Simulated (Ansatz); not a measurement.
# SnSe2: energy above lowest point and pressure against volume scale

Results calculated with Ansatz 0.2.0, not measured. Free energy against uniform scaling of the volume at fixed shape and fractions; periodic cell, basis, potentials, k mesh and filling as listed.

The cell before it is scaled or strained (space group P-3m1, No. 164):
```
SnSe2
1.0
      3.8110     0.0000     0.0000
     -1.9055     3.3004     0.0000
      0.0000     0.0000     6.1360
Sn Se
1 2
Direct
  0.00000 0.00000 0.00000
  0.33333 0.66667 0.24900
  0.66667 0.33333 0.75100
```

Settings of every row: functional PBEsol; dispersion none; potentials PAW; wave cutoff 450 eV; density cutoff 1800 eV; k mesh 6x6x4; k shift 0x0x0; occupations fixed; smearing width 0 eV; spin none.

Limits: a layered crystal: even scaling strains the bonds within the layers, so this curve is stiffer than the crystal under pressure.

```csv
row,volume scale,V (Å³/atom),energy above lowest point (meV/atom),pressure (GPa)
1,0.9,23.153,121.9,12.78
2,0.925,23.796,77,9.66
3,0.95,24.44,43.8,6.95
4,0.975,25.083,20.7,4.59
5,1,25.726,?,?
6,1.025,26.369,0,0.75
7,1.05,27.012,0.2,-0.81
8,1.075,27.655,6.2,-2.16
9,1.1,28.298,17.3,-3.33
```

Question: what energy above lowest point and pressure should row 5 give?

Worked fit of energy above lowest point. Take u = (V_r/V)^(2/3) − 1 with V_r = 25.726 Å³ an atom, which is twice the finite (Eulerian) strain; such expansions in the strain, on which the Birch-Murnaghan equation of state is built, carry the rest volume and the bulk modulus. The shown rows have u = 0.07278, 0.05336, 0.03478, 0.01702, -0.01632, -0.032, -0.04706, -0.06155. Least squares give energy above lowest point = 6.52 + 611.3 × u + 13055 × u² + 4501 × u³ meV/atom; a parabola predicts inner rows, each left out in turn, worse (root mean square 0.35 against 0.033 meV/atom). All shown rows lie on it to the printed digit. Its lowest point lies at u = -0.0237, or V = 26.67 Å³ an atom, and the curvature there gives the bulk modulus at fixed shape and fractions, B = (4/9)(1 + u)² E″(u)/V = 64.8 GPa. Letting shape and atoms relax would as a rule lower it, by much in layered, chain or molecular crystals. The withheld row has u = 0, so the fit gives 6.52 + 611.3 × (0) + 13055 × (0)² + 4501 × (0)³ = 6.5 meV/atom.

The calculation gave 6.5 meV/atom. The fit meets it to the printed digit.

Worked fit of pressure. Take u = (V_r/V)^(2/3) − 1 with V_r = 25.726 Å³ an atom, which is twice the finite (Eulerian) strain; such expansions in the strain, on which the Birch-Murnaghan equation of state is built, carry the rest volume and the bulk modulus. The shown rows have u = 0.07278, 0.05336, 0.03478, 0.01702, -0.01632, -0.032, -0.04706, -0.06155. Least squares give pressure = 2.535 + 114.92 × u + 335.2 × u² + 270 × u³ GPa; a parabola predicts inner rows, each left out in turn, worse (root mean square 0.021 against 0.003 GPa). All shown rows lie on it to the printed digit. The pressure vanishes at u = -0.0237, or V = 26.67 Å³ an atom, and there the bulk modulus at fixed shape and fractions is B = −V dP/dV = (2/3)(1 + u) dP/du = 64.8 GPa. Letting shape and atoms relax would as a rule lower it, by much in layered, chain or molecular crystals. The withheld row has u = 0, so the fit gives 2.535 + 114.92 × (0) + 335.2 × (0)² + 270 × (0)³ = 2.54 GPa.

The calculation gave 2.54 GPa. The fit meets it to the printed digit.
